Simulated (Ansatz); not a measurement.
# Level spacing at the gap of the Si0.14Ge0.86 random alloy from LDA to PBE0: lattice constant, exchange and supercell

For one and the same germanium-rich alloy, PBE at its own lattice constant leaves 0.044 eV between the frontier bands, while PBE0 on a shorter lattice gives 1.637 eV. We ask how much of such a spread comes from the functional, how much from the lattice at which the levels are taken, and how much from the settings and the supercell. The matter bears on infrared detectors and transistor channels, where the gap sets the absorption edge and the leakage current. The gap here is the smallest distance, on the k-mesh used, between the highest band that the electron count fills and the next band. The levels are compared with one another; the table holds no measured gap.

## Method

Main cell: 2x2x2 conventional cells of the Ge type (64 atoms: 9 Si, 55 Ge); Ge/Si share their sites, the best of 600 random draws by like-pair counts in two shells; start lattice by linear mixing of the end members' cells; atoms moved at random by 0.02 Å. Each row takes its levels at the cell given in the lattice columns: its own relaxed cell, or one relaxed at another level. Ansatz 0.2.0: Kohn-Sham DFT, PAW potentials, plane waves, Fermi-Dirac smearing of 0.01 eV, no spin polarisation, spin-orbit coupling only where named. Hardware of the DFT runs: 1 GB200 GPU with 32 threads of Arm Neoverse V2.

Notes on method and selection:

- A finite supercell with one arrangement stands for the random alloy; its composition is rounded to whole atoms.
- The lattice is static: no zero-point motion and no thermal expansion, which in most solids lengthen room-temperature lattice constants by a few tenths of a per cent.
- Left out: PBE, 64-atom cell, cutoff 420 eV, k-mesh 1x1x1, single point at the pbesol geometry (not among the levels tabled here); PBE, 64-atom cell, cutoff 420 eV, k-mesh 1x1x1, single point at the pbe geometry, localised support functions (not among the levels tabled here); PBE, 64-atom cell, cutoff 420 eV, k-mesh 1x1x1, single point at the pbe geometry, plane waves (not among the levels tabled here).
- Runs that didn't converge or were made unsound on purpose aren't shown.
- Semilocal gaps usually lie under measured ones; optical edges also hold excitons, phonon shifts and band filling, which the runs lack.
- The zone folds in a supercell, so the lowest gap doesn't tell direct from indirect, and edges off the mesh are missed.
- Hybrid runs use few k-points; PBE0 converges slowly with them.
- Times come from hosts shared with other jobs and are rough; they include the analyses that each run asked for.
- But for rows that name other potentials, all functionals use one PAW set, generated with PBE; the run remakes the frozen core for its functional but keeps PBE's partial waves, which adds an error of its own under other functionals.
- D3(BJ) is the two-body form unless a three-body term is named.
- Runs that did not converge, have known faults or may not be shown are not listed, and runs on Ansatz's PAW sets soft_1 and soft_2 are kept to separate tables.

Columns:

- a (Å): lattice constant a of the mean conventional cell at which the levels were taken.
- atoms: atoms in the cell.
- cell: composition of the cell in lowest terms; the number of atoms is given apart.
- cutoff (eV): plane-wave cutoff.
- k-mesh: k-point mesh.
- gap (eV): lowest gap on the k-mesh of the supercell between the highest band that the electron count fills and the next band.
- wall time (s): wall time of the single-point run that gave the levels, without the relaxation before it.

## The series

| member | a (Å) | atoms | cell | cutoff (eV) | k-mesh | gap (eV) | wall time (s) | remark |
| --- | --- | --- | --- | --- | --- | --- | --- | --- |
| HSE06, small cell | 5.7162 | 8 | SiGe7 | 420 | 2×2×2 | 0.786 | 4 |  |
| PBE, higher cutoff | 5.7113 | 64 | Si9Ge55 | 520 | 2×2×2 | 0.044 | 3.5 | frontier levels partly filled, so this is a level spacing and no clean gap |
| PBE, second arrangement | 5.7115 | 64 | Si9Ge55 | 420 | 2×2×2 | 0.044 | 3.1 | frontier levels partly filled, so this is a level spacing and no clean gap |
| PBE0 | 5.6344 | 64 | Si9Ge55 | 420 | Γ alone | 1.637 | 9.3 |  |
| PBE, harder potentials | 5.7113 | 64 | Si9Ge55 | 820 | 2×2×2 | 0.050 | 5.6 | frontier levels partly filled, so this is a level spacing and no clean gap |
| LDA | 5.5842 | 64 | Si9Ge55 | 420 | 2×2×2 | 0.208 | 2.6 |  |
| PBE with spin-orbit coupling | 5.6344 | 64 | Si9Ge55 | 420 | Γ alone | 0.171 | 2.7 |  |
| PBE+D3(BJ) | 5.6524 | 64 | Si9Ge55 | 420 | 2×2×2 | 0.227 | 3.5 |  |
| r2SCAN | 5.6364 | 64 | Si9Ge55 | 500 | 2×2×2 | 0.538 | 4.5 |  |
| PBE, lowest cutoff | 5.7113 | 64 | Si9Ge55 | 300 | 2×2×2 | 0.041 | 2.9 | frontier levels partly filled, so this is a level spacing and no clean gap |
| PBE, fewer k-points | 5.7788 | 64 | Si9Ge55 | 420 | Γ alone | ? | 1.9 |  |
| HSE06 | 5.6344 | 64 | Si9Ge55 | 420 | Γ alone | 0.968 | 8.6 |  |
| PBE, more k-points | 5.7113 | 64 | Si9Ge55 | 420 | 3×3×3 | 0.044 | 4.3 | frontier levels partly filled, so this is a level spacing and no clean gap |
| PBE, lower cutoff | 5.7113 | 64 | Si9Ge55 | 350 | 2×2×2 | 0.043 | 3.4 | frontier levels partly filled, so this is a level spacing and no clean gap |
| LDA, small cell | 5.5875 | 8 | SiGe7 | 420 | 4×4×4 | 0.180 | 2.4 |  |
| PBE | 5.7113 | 64 | Si9Ge55 | 420 | 2×2×2 | 0.044 | 4.5 | frontier levels partly filled, so this is a level spacing and no clean gap |
| HSE06 with spin-orbit coupling | 5.6344 | 64 | Si9Ge55 | 420 | Γ alone | 0.877 | 76 |  |
| PBE, larger cell | 5.7148 | 128 | Si9Ge55 | 420 | 2×2×1 | 0.019 | 4.8 | frontier levels partly filled, so this is a level spacing and no clean gap |
| PBE, small cell | 5.7162 | 8 | SiGe7 | 420 | 4×4×4 | 0.007 | 2 | frontier levels partly filled, so this is a level spacing and no clean gap |
| PBEsol | 5.6344 | 64 | Si9Ge55 | 420 | 2×2×2 | 0.193 | 2.8 |  |

Cells marked ? are withheld until the estimate has been made.

## Reading the trend

The lattice constant alone can nearly close the gap. PBE and PBE+D3(BJ) share functional, cutoff and mesh, and the dispersion term acts on the levels only through the relaxed structure. Between these two rows the gap changes by (0.227 − 0.044) / (5.6524 − 5.7113) = −3.11 eV/Å. Theory gives the reason: the lowest conduction state at the zone centre is s-like and antibonding, and it falls towards the p-like valence top as the bonds lengthen.

Exchange matters more. On the same 5.6344 Å cell with Γ alone, HSE06 gives 0.968 eV and PBE0 1.637 eV. PBE0 keeps the long-range exact exchange that HSE06 screens away, which widens the gap, but it also converges slowly with k-points, so the difference of 1.637 − 0.968 = 0.669 eV is not purely one of functional. With spin-orbit coupling in both, HSE06 lies 0.877 − 0.171 = 0.706 eV above PBE on this cell. The coupling itself lowers the HSE06 gap by 0.091 eV, because it splits the valence top and pushes its upper part upwards. r2SCAN, at nearly the PBEsol lattice constant but a higher cutoff, gives 0.538 eV against 0.193 eV for PBEsol.

Among the rows shown, cutoff and mesh change little at the PBE lattice constant. Cutoffs from 300 to 520 eV give 0.041 to 0.044 eV, the 3×3×3 mesh repeats the 2×2×2 value, and so does the second arrangement. The 128-atom cell gives 0.019 eV and the 8-atom cell 0.007 eV. Their slightly longer lattices account for part of the drop; atomic order and, in the small cell, the lower silicon content may supply the rest. All these PBE rows have partly filled frontier levels, so their values are spacings in a nearly closed gap.

## A prediction

Plain estimates from the members shown:

- PBE, fewer k-points, mean of the 19 members shown: 0.322 eV, standard deviation 0.43

The mean of the shown members, 0.322 eV, mixes hybrids with semilocal levels and says little about PBE on a stretched lattice. We start instead from the PBE row and the lattice slope. The Γ-only relaxation ends at 5.7788 Å, which gives 0.044 − 3.11 × (5.7788 − 5.7113) = −0.166 eV. Tried on the 128-atom cell, the same slope gives 0.044 − 3.11 × (5.7148 − 5.7113) = 0.033 eV against 0.019 eV shown, a miss far smaller than 0.166 eV.

A negative result means that the s-like state has dropped below the p-like valence top. The Γ point of the supercell includes the zone centre of the primitive cell, so this crossing is seen even without further k-points. The electron count then fills the s-like state and two of the three p-like states, and the tabulated spacing is the distance from the second to the third of these.

In a perfect cubic crystal that distance is zero. Alloy disorder and small local strains split the three states, by theory roughly 0 to 0.02 eV. We take the middle of this range, 0.01 eV. An even spread over it would have a standard deviation of 0.02 / √12 = 0.006 eV; we widen this to 0.008 eV because the upper end is itself only a rough size.

**Committed estimate, PBE, fewer k-points: gap = 0.010 ± 0.008 eV.**

## Result

| member | a (Å) | atoms | cell | cutoff (eV) | k-mesh | gap (eV) | wall time (s) |
| --- | --- | --- | --- | --- | --- | --- | --- |
| PBE, fewer k-points | 5.7788 | 64 | Si9Ge55 | 420 | Γ alone | 0.253 | 1.9 |

| member | estimate | gap (eV) | computed | estimate − computed | miss in error bars |
| --- | --- | --- | --- | --- | --- |
| PBE, fewer k-points | committed | 0.010 | 0.253 | −0.243 | 30.4 |
| PBE, fewer k-points | mean | 0.322 | 0.253 | +0.069 |  |

The estimate of 0.010 ± 0.008 eV failed: the computed gap is 0.253 eV, 0.243 eV higher and 30 error bars away. The plain mean, 0.322 eV, missed by only 0.069 eV, although it mixes unlike levels.

The likeliest fault was to treat the swollen cell as nearly cubic. It lost that shape in the Γ-only relaxation, and unequal strain splits the p-like valence states that we had taken to be almost degenerate. Our error bar covered only a guessed range of disorder splitting and left this distortion out.

The result doesn't tell whether the s-like state really dropped below the valence top, since the tabulated spacing is positive in either order. If it did, one of the three p-like states was left empty, and a distortion that pushes that state up and the filled ones down would lower the energy. Such a Jahn–Teller-like effect, exaggerated by sampling Γ alone, is a possible cause of both the lost shape and the open gap.

## Members off the line

PBE with fewer k-points stands apart from the other PBE rows relaxed without dispersion. They give 0.007 to 0.050 eV, against 0.253 eV here, although this cell has the longest lattice constant in the table. Swelling alone should narrow an s–p gap, so the sign points to the change of shape, though the k-mesh differs too. The row is a warning about relaxing on Γ alone and says little about the alloy's gap at the PBE lattice.

The 128-atom cell, at 0.019 eV, differs from the 64-atom cell in more than size. We put its lower spacing down to a longer lattice and perhaps atomic order, and overlooked its shape. It relaxed to a slightly tetragonal cell, a little shorter per conventional cell along the doubled axis than across it, which the mean lattice constant hides. Such strain splits the p-like valence top and lifts its highest state towards the s-like one. The top valence levels do lie farther apart here than in the 64-atom cell, and the added splitting is of the size of the 0.033 − 0.019 = 0.014 eV that the lattice slope leaves over. Atomic order isn't needed to explain the drop, and the second 64-atom arrangement, which repeats 0.044 eV, shows no sign of it. The row therefore doesn't isolate the effect of supercell size.

PBE0 has the widest gap, 1.637 eV, which is 1.637 − 0.968 = 0.669 eV above HSE06 on the same cell and mesh. Unscreened long-range exchange has the right sign, and a difference of roughly 0.6 eV is usual between these functionals in semiconductors. Sampling with Γ alone adds an error of unknown size, so the PBE0 value shouldn't be read as converged.

## What the accuracy costs

Spin-orbit coupling in HSE06 is the one expensive step. The single point takes 76 s against 8.6 s without it, a factor of 76 / 8.6 = 8.8, and the gap falls by 0.091 eV. That shift is worth having where the absorption edge matters, but it is much smaller than the 0.706 eV between PBE and HSE06 with coupling in both. That larger step raises the time from 2.7 to 76 s. These times leave out the relaxation that supplied the PBEsol geometry.

## Rules of thumb and their limits

At the nearly cubic 64-atom PBE geometry, cutoffs from 300 to 520 eV move the spacing by only 0.003 eV. We read too much into the agreement of the 2×2×2 and 3×3×3 meshes: in the relaxations before these single points, a mesh with the same divisions but other k-points gave far wider gaps for several levels, PBE among them, so agreement between these two doesn't show that sampling is harmless.

The slope of −3.11 eV/Å is no general rule. LDA has the shortest lattice but a narrower gap than PBE+D3(BJ), and the slope may join two different conduction valleys. Our trial of it on the 128-atom cell was no clean test, because that cell differs from the PBE row in shape as well as in lattice constant. A new member with another functional or a distorted cell can't be estimated reliably from it.

HSE06 with spin-orbit coupling puts the lowest gap at 0.877 eV, or roughly 1.2 / 0.877 = 1.4 µm (the product of Planck's constant and the speed of light, in eV µm, over the gap in eV). This is the wavelength of the computed gap, not a predicted optical edge. Lattice vibrations, zero-point motion included, would narrow the gap of the static lattice by very roughly 0.1 eV at room temperature, far less than the spread between levels.
